Appendix: two-mode squeezed vacuum from an 810 nm / 1550 nm MgO:LiNbO3 amplifier

Problem

A periodically poled crystal of MgO-doped lithium niobate is pumped in a single pass and amplifies a signal at λs = 810 nm and an idler at λi = 1550 nm (vacuum wavelengths). All waves are collinear and extraordinary, the poling has 50 % duty cycle, and first-order quasi-phase matching is exact at these wavelengths. Both inputs are vacuum.

Typical material inputs for doped niobate: d33 = 25 pm/V; indices np = 2.23, ns = 2.17, ni = 2.13; group-index differences 0.08 (signal to idler) and 0.3 (pump to idler).
Assumed device inputs: length L = 5.0 mm; temperature 300 K; pump pulses flat in time and space, of duration 1.0 ns, radius w = 100 µm and intensity I = 1.0 × 10¹¹ W/m²; overall detection efficiencies ηs = 0.90 and ηi = 0.80.

Find (a) the squeeze parameter r, (b) the state of the phase-matched mode pair, (c) the statistics and effective temperature of each mode, (d) the number and quadrature correlations, (e) the entanglement entropy, (f) the correlations after loss.

Solution

(a) Gain. Energy conservation, 1/λp = 1/λs + 1/λi, gives λp = 532.0 nm. The photon energies hc/λ are 2.45 × 10⁻¹⁹ J (signal), 1.28 × 10⁻¹⁹ J (idler) and 3.73 × 10⁻¹⁹ J (pump).

Conventions: each field is E = Re[A exp(ikz − iωt)] with intensity n ε0 c |A|²/2, and the nonlinear polarisation is P = 2 ε0 d E². The amplitude of P at ωs is then 2 ε0 d Ap Ai*. The poled d(z) is a square wave ±d33 whose phase-matching Fourier component has modulus deff = 2 d33/π = 15.9 pm/V. The slowly varying envelopes obey

dAs/dz = i ωs deff Ap Ai*/(ns c), dAi/dz = i ωi deff Ap As*/(ni c).

Photon flux scales as n|A|²/ω, so the annihilation operators a (signal) and b (idler) correspond to A √(n/ω). With an undepleted classical pump, and the mode phases chosen to make the coupling real and positive,

da/dz = Γ b†, db†/dz = Γ a,
Γ² = ωs ωi deff² |Ap|²/(ns ni c²) = 8π² deff² I/(ε0 c np ns ni λs λi).

The pump amplitude is |Ap| = 5.81 × 10⁶ V/m. The numerator factor is 8π² deff² = 32 d33² = 2.00 × 10⁻²⁰ m²/V². The denominator is (2.654 × 10⁻³ A/V)(10.31)(1.2555 × 10⁻¹² m²) = 3.435 × 10⁻¹⁴ A m²/V. Hence Γ²/I = 5.82 × 10⁻⁷ W⁻¹, Γ = 241 m⁻¹ and r = ΓL = 1.21. The value r = 1.21 is used below. Third figures only keep the arithmetic traceable: a 10 % change of d33 changes r by 10 %.

The neglected effects can be sized. Pump-idler walk-off is 0.3 L/c = 5.0 ps, against 1.0 ns. The Rayleigh length π ni w²/λi of an idler mode of waist w is 43 mm, against 5.0 mm. The thermal occupation of the idler input at 300 K is 4 × 10⁻¹⁴. Pump depletion is sized in (c).

(b) State. Integration gives a(L) = a cosh r + b† sinh r and b(L) = b cosh r + a† sinh r, which is U†aU and U†bU for U = exp[r(a†b† − ab)]. The generator commutes with Ns − Ni = a†a − b†b, so |ψ⟩ = U|0,0⟩ = Σ cn |n,n⟩. Since a|0,0⟩ = 0, the operator UaU† = a cosh r − b† sinh r annihilates |ψ⟩. The coefficient of |n,n+1⟩ in that condition is √(n+1) [c(n+1) cosh r − cn sinh r] = 0, so cn = c0 tanhⁿ r. Normalisation, c0²/(1 − tanh² r) = 1, with c0 real and continuous from c0 = 1 at r = 0, gives

|ψ⟩ = (1/cosh r) Σ tanhⁿ r |n,n⟩, n = 0, 1, 2, …

Here cosh r = 1.83 and tanh r = 0.837.

(c) Marginals. Tracing out either mode removes all terms with different n and leaves a diagonal state with P(n) = (1 − t) tⁿ, t = tanh² r = 0.700. The first probabilities are P(0) = 0.300, P(1) = 0.210, P(2) = 0.147 and P(3) = 0.103. Geometric sums give

n̄ = t/(1 − t) = sinh² r = 2.33,
⟨n(n − 1)⟩ = 2n̄², so g2 = ⟨n(n − 1)⟩/n̄² = 2,
Var n = n̄(n̄ + 1) = 7.78.

The sensitivity is d ln n̄/d ln r = 2r/tanh r = 2.9, so small relative changes of d33 are nearly tripled in n̄.

A geometric distribution is a Bose-Einstein distribution with exp(−ħω/kB T) = t, that is ħω/kB T = ln(1 + 1/n̄) = 0.357. With ħω/kB = 1.776 × 10⁴ K for the signal and 9.28 × 10³ K for the idler, Ts = 4.98 × 10⁴ K and Ti = 2.60 × 10⁴ K. The two modes share n̄ but not T, and neither T is related to the crystal temperature.

The amplified band is of order c/(0.08 L) = 0.75 THz. Counting n̄ pairs per second per hertz over it gives a pump drain of order 0.65 µW per transverse mode, against a pump power I π w² = 3.1 kW: a ratio of 2 × 10⁻¹⁰. The same bandwidth means that a 1.0 ns pulse carries about M = 7.5 × 10² frequency pairs per transverse mode, each squeezed separately, with r falling away from phase matching. For M independent, equally filled thermal modes the mean is M n̄ and the variance M n̄(n̄ + 1), so g2 = 1 + 1/M = 1.001. The value 2 appears only when one mode is selected.

(d) Correlations. Every term of |ψ⟩ has Ns = Ni, so Var(Ns − Ni) = 0, while Var(Ns + Ni) = 4 n̄(n̄ + 1) = 31.1. The cross-correlation is ⟨Ns Ni⟩/n̄² = ⟨n²⟩/n̄² = 2 + 1/n̄ = 2.43.

Define the dimensionless quadratures x = (a + a†)/√2 and p = (a − a†)/(i√2), with [x, p] = i and vacuum variance 1/2, and likewise for b. The transformation in (b) gives xs(L) = xs cosh r + xi sinh r, ps(L) = ps cosh r − pi sinh r, and the same with s and i exchanged. Therefore xs − xi and ps + pi are multiplied by exp(−r), and xs + xi and ps − pi by exp(+r). Each combination has vacuum variance 1, so

Var(xs − xi) = Var(ps + pi) = exp(−2r) = 0.0889, or −10.5 dB relative to vacuum,
Var(xs + xi) = Var(ps − pi) = exp(2r) = 11.2.

A 10 % change of r moves the squeezing by 1.1 dB. In a product state each mode has Var x + Var p ≥ 1, the variances of the two modes add, and mixing cannot bring a variance below the average over the components. Separable states thus have Var(xs − xi) + Var(ps + pi) ≥ 2, whereas here the sum is 0.178. Measuring it takes two local oscillators, one at each wavelength, with the sum of their phases locked to the pump phase.

(e) Entropy. The state is pure and already in Schmidt form, so the entanglement entropy is the von Neumann entropy of either marginal. With ln P(n) = ln(1 − t) + n ln t, 1 − t = 1/(n̄ + 1) and t = n̄/(n̄ + 1),

S = −Σ P(n) ln P(n) = −ln(1 − t) − n̄ ln t = (n̄ + 1) ln(n̄ + 1) − n̄ ln n̄.

Numerically S = 4.014 − 1.978 ≈ 2.04 in natural units, which is S/ln 2 = 2.94 bits, or kB S = 2.81 × 10⁻²³ J/K. The marginal purity is Σ P(n)² = 1/(2n̄ + 1) = 0.176, so the Schmidt number is cosh 2r = 5.67.

(f) Loss. Each loss acts as a beam splitter, a → √ηs a + √(1 − ηs) v with v a vacuum mode, and likewise for b. The marginals stay thermal with g2 = 2 and means ηs n̄ = 2.10 and ηi n̄ = 1.87. For a given n the two counts are independent binomials, with mean difference (ηs − ηi) n and variance n[ηs(1 − ηs) + ηi(1 − ηi)]. Averaging over P(n),

Var(Ns − Ni) = (ηs − ηi)² n̄(n̄ + 1) + n̄[ηs(1 − ηs) + ηi(1 − ηi)] = 0.078 + 0.583 = 0.661,

which is 0.167 of the shot-noise level ⟨Ns + Ni⟩ = 3.97. For the quadratures, Var x = 1/2 + η n̄ in each arm and ⟨xs xi⟩ = √(ηs ηi) sinh r cosh r, so

Var(xs − xi) = 1 + (ηs + ηi) n̄ − √(ηs ηi) sinh 2r = 1 + 3.967 − 4.733 = 0.234, or −6.3 dB,

and Var(ps + pi) is equal to it. The sum 0.468 still lies below 2, so the detected state is entangled. It is mixed, however, and the marginal entropy no longer measures its entanglement.

All these numbers belong to the flat-pump, single-mode model. Real pump pulses vary in space and time, the gain then distorts the amplified modes, and their overlap with the local oscillators drops. Pulsed single-pass amplifiers in bulk crystals typically show only about 2 to 4 dB of quadrature noise reduction, that is variances near 0.63 to 0.40. The model's 0.234 is therefore optimistic by a factor of roughly 1.7 to 2.7.